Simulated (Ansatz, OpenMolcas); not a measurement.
## SiF2 (SMILES F[Si]F): methods side by side

SiF2: 3 atoms, total charge 0, spin state singlet. SMILES: `F[Si]F`. The shape is that of a PBE0-D4/def2-TZVP optimisation.

```xyz
3

F     0.1663    1.2468    0.2294
Si   -0.5949   -0.0464   -0.3301
F     0.4286   -1.2004    0.1007
```

Quantity: the energy change with the Si2–F3 bond stretched from 1.602 to 4.004 Å, in eV. The values are calculated.

```tsv
level	kind	program	value (eV)	less FCI/STO-3G	CPU time (all runs)
BLYP/STO-3G (restricted)	GGA	Ansatz	6.48	+2.03	5.3 s
r2SCAN/STO-3G (restricted)	meta-GGA	Ansatz	6.94	+2.49	19 s
B2PLYP/STO-3G (restricted)	double hybrid	Ansatz	5.43	+0.98	3.9 s
MP2/STO-3G (unrestricted)	perturbation theory	Ansatz	4.30	-0.15	1.2 s
MRCI(2,2)/STO-3G	multireference	OpenMolcas	4.36	-0.09	3.4 s
SC-NEVPT2(2,2)/STO-3G	multireference	OpenMolcas	4.29	-0.16	3 s
CCSD(T)/STO-3G (restricted)	coupled cluster or CI	Ansatz	4.27	-0.18	0.54 s
CCSDT(Q)/STO-3G (restricted)	coupled cluster or CI	Ansatz	4.46	+0.01	2 s
FCI/STO-3G	exact in the basis	OpenMolcas	4.45	0.00	22 s
```

FCI/STO-3G is exact within its basis and frozen core, so for wave-function methods in that basis the difference is their error; functionals converge differently with the basis, so for them it is only a difference. The first shape isn't each level's own minimum. The values span 4.27 to 6.94 eV. Spin contamination of the reference (⟨S²⟩ at least 0.1 too high) touches MP2/STO-3G. All rows use very small basis sets, so even the best lies far from the true value. CPU times are rough (shared hosts, several kinds of processor): they show what a rung costs within a factor of a few.

Stretching the Si-F bond of singlet SiF2 leads towards two radicals, SiF and F, whose unpaired electrons remain singlet-coupled. A single closed-shell determinant describes this poorly, because it keeps both electrons in one σ orbital and so retains spurious ionic character at long range. This static-correlation error probably accounts for much of the excess in the restricted BLYP and r2SCAN values.

Restricted CCSD(T) errs the other way, by -0.18 eV, as perturbative triples tend to overcorrect when σ and σ* approach degeneracy. CCSDT(Q) recovers the exact result to +0.01 eV, so higher excitations can make up for the poor reference at this distance.

Even the FCI value of 4.45 eV is low for a bond known to be among the strongest single bonds to silicon. A minimal basis lets neither the fluorine orbitals expand as they gain charge nor the silicon polarise, which penalises the polar molecule more than the separating radicals. The larger BLYP and r2SCAN energies are therefore no evidence of a better description of the bond.
